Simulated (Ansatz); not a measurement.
# Ti₃O₅: do energies and stresses tell the same story?

All numbers below come from Ansatz, DFT PBEsol, scalar-relativistic, plane waves, PAW.

Settings: cutoff 420 eV, Γ-centred mesh 8×8×6 on the computed 16-atom cell, Gaussian smearing of 0.10 eV; no spin polarisation.

Relaxed cell: C2/c, a = 10.056 Å, b = 4.999 Å, c = 7.174 Å, α = 90.00°, β = 112.19°, γ = 90.00°, 16 atoms in the primitive cell.

Energies at zero smearing and pressures from the stress tensor, at volumes with shape and atoms relaxed:
| V (Å³/atom) | E − E(first) (meV/atom) | P (GPa) |
| --- | --- | --- |
| 9.183 | 0.00 | 31.21 |
| 9.496 | -51.85 | 22.14 |
| 9.809 | -86.80 | 13.93 |
| 10.122 | -106.51 | 6.53 |
| 10.435 | -112.60 | -0.01 |
| 10.748 | -106.73 | -5.72 |
| 11.061 | -90.53 | -10.62 |
| 11.479 | -55.50 | -15.92 |

Q: Check P = −dE/dV between neighbouring volumes, and get the bulk modulus from the pressures alone.

A: With 1 eV/Å³ = 160.2 GPa:
| middle V (Å³/atom) | −ΔE/ΔV (GPa) | mean P (GPa) |
| --- | --- | --- |
| 9.340 | 26.534 | 26.673 |
| 9.653 | 17.891 | 18.037 |
| 9.966 | 10.087 | 10.232 |
| 10.279 | 3.115 | 3.262 |
| 10.592 | -3.002 | -2.862 |
| 10.905 | -8.296 | -8.170 |
| 11.270 | -13.445 | -13.270 |

The two differ by 0.17 GPa at most. The mean of two end pressures misses the average over a step by about ΔV² P″/12, up to 0.11 GPa here; with that taken off 0.08 GPa remains. The stress is the derivative of the free energy, not of the energy at zero smearing, and with free energies 0.02 GPa remains. Around V = 10.435 Å³/atom, the two neighbours give B = −V ΔP/ΔV = 10.435 × 12.25 / 0.626 = 204.1 GPa, against B0 = 200.8 GPa from the Birch–Murnaghan fit of the energies.

Spin polarisation was left out, and a magnetic state may lie lower.

A ferromagnetic start lost its moments in a first run, so spin was left out; other magnetic orders weren't tried.

Cost: 9 runs of about 79 core-minutes in all, on Oxide Virtual Turin-like Processor (Zen 5) (shared hosts).

Energies and stresses describe the same equation of state. The offset between them is nearly constant around the minimum, so it shifts the pressure slightly but hardly touches its slope: from 10.279 to 10.592 Å³/atom, the energy differences fall from 3.115 to -3.002 GPa and the mean pressures from 3.262 to -2.862 GPa. The gap between 204.1 and 200.8 GPa therefore probably comes from fitting one analytic form over a wide volume range, not from a conflict between energy and stress.

Pressure climbs more steeply on compression than it falls on expansion, because overlap repulsion between the ions grows rapidly as Ti–O and O–O contacts shorten, while the attraction varies more gently. The high stiffness fits a dense network of linked TiO₆ octahedra with strong ionic-covalent bonds. The titanium d electrons left over in this reduced oxide may add some metal–metal bonding, but an equation of state can't isolate that share. Nor does the close agreement test the functional, whose errors enter energy and stress alike.
